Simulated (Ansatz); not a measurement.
## TiAl: energy along a strain

TiAl, P4/mmm, a = 2.837 Å, c = 4.059 Å (as given, not relaxed at this level: -3.9 GPa). The structure is a COD entry; whether it is the stable form wasn't checked. Ansatz: PBEsol, PAW, 420 eV, Γ-centred 16×16×12 mesh on 2 atoms, Gaussian smearing 0.15 eV; no spin polarisation. Cell vectors (Å): 2.837 0.000 0.000; 0.000 2.837 0.000; 0.000 0.000 4.059. The cell is strained by x per cent times the pattern (0 1 0 0 0 0) in the order xx yy zz yz xz xy (engineering shears), with fractional coordinates held. y is the free energy over the start, V0 = 16.338 Å³/atom.

| x (%) | y (meV/atom) |
| --- | --- |
| -6.00 | 13.44 |
| -4.50 | 1.97 |
| -3.00 | -3.72 |
| -1.50 | -4.21 |
| 0.00 | 0.00 |
| 1.50 | 8.43 |
| 3.00 | 20.63 |
| 4.50 | ? |
| 5.25 | 45.05 |
| 6.00 | 54.61 |

Q: Fit y = c1 x + c2 x² + c3 x³ to the other rows, get the stiffness along the pattern, and predict the missing energy.

A: Least squares on the rows shown. y = 4.2723 x + 0.94417 x² − 0.023364 x³. The clamped-ion stiffness p·C·p = 2 × 9.442 eV × 160.2 / 16.338 Å³ = 185 GPa, which is C22 in these axes (second derivative at the start, which stands under stress). At x = 4.50 the fit asked for gives 36.22 meV/atom. The run gave 36.17 meV/atom, so the fit is 0.05 meV/atom too high, within twice the rms miss on the fitted rows (0.04 meV/atom).

The energy falls at first when the cell is compressed along y and rises at once when it is stretched, so the linear term reflects the tension in the starting cell. PBEsol probably favours a somewhat smaller cell than the one given, in keeping with its tendency towards short lattice constants in 3d metals. The negative cubic term means that the lattice stiffens under compression and softens under extension. This is the usual anharmonicity of metallic bonding: short-range repulsion grows steeply as atoms approach, while cohesion weakens more gradually as they separate.

In the ordered L1₀ structure both atoms sit on inversion centres, so a homogeneous strain puts no force on them, and the clamped-ion stiffness is also the relaxed-ion one. The strain axis runs along a face diagonal of the conventional face-centred tetragonal cell, so 185 GPa shouldn't be compared directly with a tabulated C11, but with a combination of C11, C12 and C66. The close prediction at 4.50 supports the cubic form for interpolation, not for extrapolation to larger strains.
